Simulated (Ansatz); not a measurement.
## The HOMO–LUMO gap down a group: C to Sn

One atom is swapped for its congeners: C2H3Cl3 (1,1,1-trichloroethane) `CC(Cl)(Cl)Cl`; Si(CH3)Cl3; Ge(CH3)Cl3 (trichloro(methyl)germane); Sn(CH3)Cl3 (methyltin trichloride). All are singlets with charge 0.

Shapes, held fixed at every level: PBE0-D4/def2-TZVP. Programs: Ansatz 0.2.0. Values in eV.

Question: How should the HOMO–LUMO gap change along the series?

Answer: At wB97M-V/def2-TZVPP the HOMO–LUMO gap isn't monotonic: it is largest for Si and smallest for Sn (13.67 and 11.27 eV). 2 of 7 levels show this order throughout; 7 agree on the largest and the smallest. For atoms past krypton def2 sets carry core potentials with scalar relativity. Relativity is left out for Ge unless named. Orbital gaps aren't excitation energies, and the LUMO depends on the basis.

```csv
level,C2H3Cl3,Si(CH3)Cl3,Ge(CH3)Cl3,Sn(CH3)Cl3
SPW92/def2-TZVPP,5.40,6.85,5.46,4.67
r2SCAN-D4/def2-TZVPP,5.95,7.77,6.27,5.40
B3LYP-D4/def2-TZVPP,7.45,8.87,7.45,6.52
PBE0-D4/def2-TZVPP,8.00,9.43,8.07,7.08
r2SCAN0-D4/def2-TZVPP,8.30,9.93,8.48,7.43
wB97X-V/def2-TZVPP,12.82,14.13,12.71,11.55
wB97M-V/def2-TZVPP,12.54,13.67,12.38,11.27
```

The robust result is the maximum at silicon followed by a steady fall through germanium to tin, which every level reproduces. The relative placing of carbon and germanium isn't settled: the two range-separated hybrids put carbon slightly higher, B3LYP gives 7.45 eV for both, and the remaining levels favour germanium.

In all four molecules the HOMO should be essentially chlorine lone pair and the LUMO largely σ* between the central atom and chlorine, so the trend probably follows mainly the acceptor level. Strong, polar Si–Cl bonds keep σ* high, whereas the weaker, less polar C–Cl bond has a low-lying one. Crowding of the chlorines around the small carbon may also raise the lone-pair combinations. Germanium's filled 3d shell screens the nucleus poorly and stabilises 4s, which would lower a σ* orbital with s character; at tin, longer bonds and weaker overlap lower it further. Without separate HOMO and LUMO energies, the gaps can't show how much each orbital contributes.
